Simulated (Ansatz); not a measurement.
Ba: energy above lowest point against volume scale

Results calculated with Ansatz 0.2.0, not measured. Free energy against uniform scaling of the volume at fixed shape and fractions; periodic cell, basis, potentials, k mesh and filling as listed.

The cell before it is scaled or strained (space group P6/mmm, No. 191):
```
Ba
1.0
      4.3116     0.0000     0.0000
     -2.1558     3.7340     0.0000
      0.0000     0.0000     3.9134
Ba
1
Direct
  0.00000 0.00000 0.00000
```

Settings of every row: functional PBEsol; dispersion none; potentials all-electron LAPW; k mesh 8x8x7; k shift 0x0x0; occupations fermi dirac; smearing width 0.1 eV; spin none; SCF threshold exponent -9.

Limits: coarse k mesh, up to 40 meV an atom off; minimum outside the range; no spin-orbit coupling, which can matter with elements this heavy; the cell comes from a prototype or a list of computed structures and needn't be the stable phase.

```csv
row,volume scale,V (Å³/atom),energy above lowest point (meV/atom)
1,0.94,59.224,0
2,0.96,60.484,3.1
3,0.98,61.744,7.4
4,1,63.004,12.6
5,1.02,64.264,?
6,1.04,65.524,25.8
7,1.06,66.784,33.6
```

Question: what energy above lowest point should row 5 give?

Worked fit of energy above lowest point. Take u = (V_r/V)^(2/3) − 1 with V_r = 62.374 Å³ an atom, which is twice the finite (Eulerian) strain; such expansions in the strain, on which the Birch-Murnaghan equation of state is built, carry the rest volume and the bulk modulus. The shown rows have u = 0.03515, 0.02072, 0.00679, -0.00668, -0.03231, -0.04452. Least squares give energy above lowest point = 9.87 − 391.7 × u + 3165 × u² meV/atom; a straight line predicts inner rows, each left out in turn, worse (root mean square 2 against 0.048 meV/atom). All shown rows lie on it to the printed digit. The withheld row has u = -0.0197, so the fit gives 9.87 − 391.7 × (-0.0197) + 3165 × (-0.0197)² = 18.8 meV/atom.

The calculation gave 18.8 meV/atom. The fit meets it to the printed digit.
